PBE, the usual inexpensive functional, typically makes the gap of a semiconductor too small, by anything from a few tenths of an electronvolt to more than one. A cheap repair is the scissor: all empty levels are pushed up by one common amount until the gap is right, and the filled levels stay where they are. This problem puts the repair to the test on a layered tin–lead oxide, a hypothetical ordered crystal. Its levels are known both from PBE and from the hybrid functional HSE06, which serves here as the reference.

Band levels of SnPbO2 (litharge type, space group P4mm, 4 atoms per cell), computed with Ansatz 0.2.0 using plane-wave PAW, a 420 eV cutoff and no spin polarisation. The cheaper level is PBE (6×6×6 k mesh) and the costlier one HSE06 (4×4×4), both on the cell relaxed with r2SCAN+rVV10. Energies are counted from each method's own valence top.

```
point name  band v2, cheaper level (eV)  band v1, cheaper level (eV)  band c1, cheaper level (eV)  band c2, cheaper level (eV)  band v2, costlier level (eV)  band v1, costlier level (eV)  band c1, costlier level (eV)  band c2, costlier level (eV)
     Gamma                       -2.421                       -0.007                        2.364                        5.063                        -3.159                         0.000                         3.119                         5.851
         X                       -2.537                       -2.020                        3.228                        3.442                        -3.046                        -2.362                         3.936                         4.196
         M                       -1.611                       -1.230                        0.556                        0.556                        -2.315                        -1.424                         1.034                         1.034
         Z                       -2.435                       -1.621                        1.914                        3.449                        -3.168                        -2.056                         2.657                         4.136
         R                       -1.892                       -0.947                        2.785                        2.879                        -2.347                        -1.253                         3.479                         3.528
         A                       -1.854                       -1.615                        2.793                        2.793                        -2.319                        -2.104                         3.374                         3.374
```

In the table v1 is the highest filled band and v2 the one below it; c1 is the lowest empty band and c2 the next. Energies are counted from the valence top, which lies at Γ or within 0.01 eV of the level there. The k points say how an electron wave changes from cell to cell. At Γ it repeats unchanged, at M it changes sign along both in-plane axes, and at Z it changes sign from one layer to the next.

(a) Choose the scissor so that PBE reproduces the HSE06 gap. Then use it to predict the vertical gap, from v1 to c1 at the same k point, at M and at Z. How good are the predictions?

Solution. The gap runs from the valence top near Γ to c1 at M. The scissor is therefore the rise of that one level:

1.034 − 0.556 = 0.478 eV

At Z, PBE gives a vertical gap of 1.914 + 1.621 = 3.535 eV. With the scissor added this becomes 4.01 eV, whereas HSE06 gives 2.657 + 2.056 = 4.713 eV. The repaired value is still 0.70 eV too small, an error larger than the correction itself. The same steps at M leave a shortfall of only 0.19 eV, although c1 at M is now exact by construction.

The error at Z has two sources. The empty level c1 rises by 0.743 eV there, which is 0.265 eV more than at M. The filled level v1 sinks by 0.435 eV, which the scissor ignores altogether. The two parts add up to the 0.70 eV.

The gap is thus a poor place from which to judge the other levels. Its lower end is the zero of energy, so it cannot register how the filled levels move against the valence top. Its upper end, c1 at M, happens to rise less than c1 at any other listed point. The scissor consequently leaves the vertical gap too small at all six points, by about 0.2 to 0.7 eV. This matters for optical absorption, because light on its own drives nearly vertical transitions.

The warning sign is easy to read. If the shift were rigid, every vertical gap would grow by the same amount from PBE to HSE06. Here the growth ranges from about 0.7 eV at M to 1.2 eV at Z. These numbers do not depend on where the zero of energy is placed.

HSE06 is itself not the last word on the gap. Spin–orbit coupling is absent from both calculations, and it is strong in the 6p orbitals of lead. It would split the two equal levels at M, where the gap ends, so 1.03 eV is not a final value.

(b) The filled levels also move, so let the correction depend on energy. Stretch the filled levels away from the valence top by one common factor. Does this cure the failure, and could a better function of energy do so?

Solution. The stretch model is

E(HSE06) = s × E(PBE)

A least-squares fit to v1 at the six points gives s = 1.23. In this crystal HSE06 thus places the levels of the highest filled band roughly a quarter further below the top than PBE does. The band v2 took no part in the fit and can test it. Its typical (root-mean-square) error falls from 0.61 eV with unshifted PBE levels to 0.17 eV with the stretch.

The stretch is therefore a real improvement, but it breaks down for v2 at M. There it predicts −1.611 × 1.23 = −1.98 eV, while HSE06 gives −2.315 eV. The miss is 0.33 eV, about twice the typical error.

The reason appears when this level is set beside v1 at Z. PBE puts the two at −1.611 and −1.621 eV, practically the same energy. HSE06 puts them at −2.315 and −2.056 eV, so they are now 0.26 eV apart and in the opposite order. A smooth correction that knows only the PBE energy must treat them alike. A more flexible curve in place of the straight line would not help.

The empty levels show the same thing on a smaller scale. PBE has c1 at A and at R within 0.01 eV of each other, and HSE06 separates them by about 0.1 eV, again with the order reversed. A straight line in energy for the rise of c1 also predicts points left out of the fit worse than a constant rise does. The 0.1 eV deserves less trust than the 0.26 eV, because the convergence of the HSE06 levels with the k mesh was not tested.

This gives a second and sharper test than the one in part (a). Find two levels that the cheap method puts at the same energy and see whether the better method keeps them together. If it does not, the correction belongs to the state and not to its energy.

(c) Why do two states of equal PBE energy receive different corrections, and why does the gap open at all?

Solution. The two functionals differ in exchange, the lowering of energy that arises because electrons of like spin avoid each other. PBE describes it by a local potential, one landscape in space that is the same for every electron. HSE06 replaces a quarter of the short-range part by exact exchange. That is not a landscape but an operator, and its effect on a state depends on how the state overlaps with the filled ones. If the orbitals change little between the two methods, the shift of a state ψ is

ΔE ≈ ¼ ⟨ψ| X − v |ψ⟩

Here X is the exact short-range exchange operator and v is the PBE potential that it replaces. The brackets denote an average over the state. The PBE energy does not appear in this expression; the shape of the orbital does. Since the table counts from the valence top, it shows only how the shifts of different states differ.

The opening of the gap follows from X. A filled state belongs to the very set of states that produces the exchange, so it overlaps with that set strongly and is pulled down. An empty state is orthogonal to the set and gains less. The local potential v cannot tell filled from empty and blurs this distinction, which is why PBE gaps come out too small.

The stretch of the filled bands has a related origin. In a uniform electron gas, exact exchange lowers the slowest electrons, at the bottom of the band, more than those at the top, whereas a local potential lowers all of them equally. Restoring part of the exact exchange therefore widens the band. In a crystal this is only a tendency, because levels at the same depth can have different shapes.

The pair from part (b) shows how large the effect of shape can be. From PBE to HSE06, v2 at M sinks by 0.704 eV and v1 at Z by 0.435 eV, a difference of 0.27 eV. This takes each label to mean the same state in both methods, although the levels were matched only by their order at each k point. Only a quarter of the exchange was replaced, so the averages of X − v in the two states should differ by about four times as much, roughly 1 eV. This is an order of magnitude, since the formula neglects the response of the orbitals.

Which orbitals are involved is not settled by these results, as the levels were not resolved into atomic contributions. A plausible guess is that v2 at M is built from more compact atomic orbitals, with more oxygen 2p among them, since the exchange within a filled atomic orbital, which PBE captures only in part, is largest when that orbital is compact. The empty side offers one firmer clue. At M and at A, c1 and c2 coincide in both methods, as symmetry requires of a pair such as in-plane p orbitals on the metal atoms, and these pairs rise less than every other empty level in the table. The scissor was thus set on one of a pair and then applied, at Γ, X, Z and R, to levels that have no equal partner.
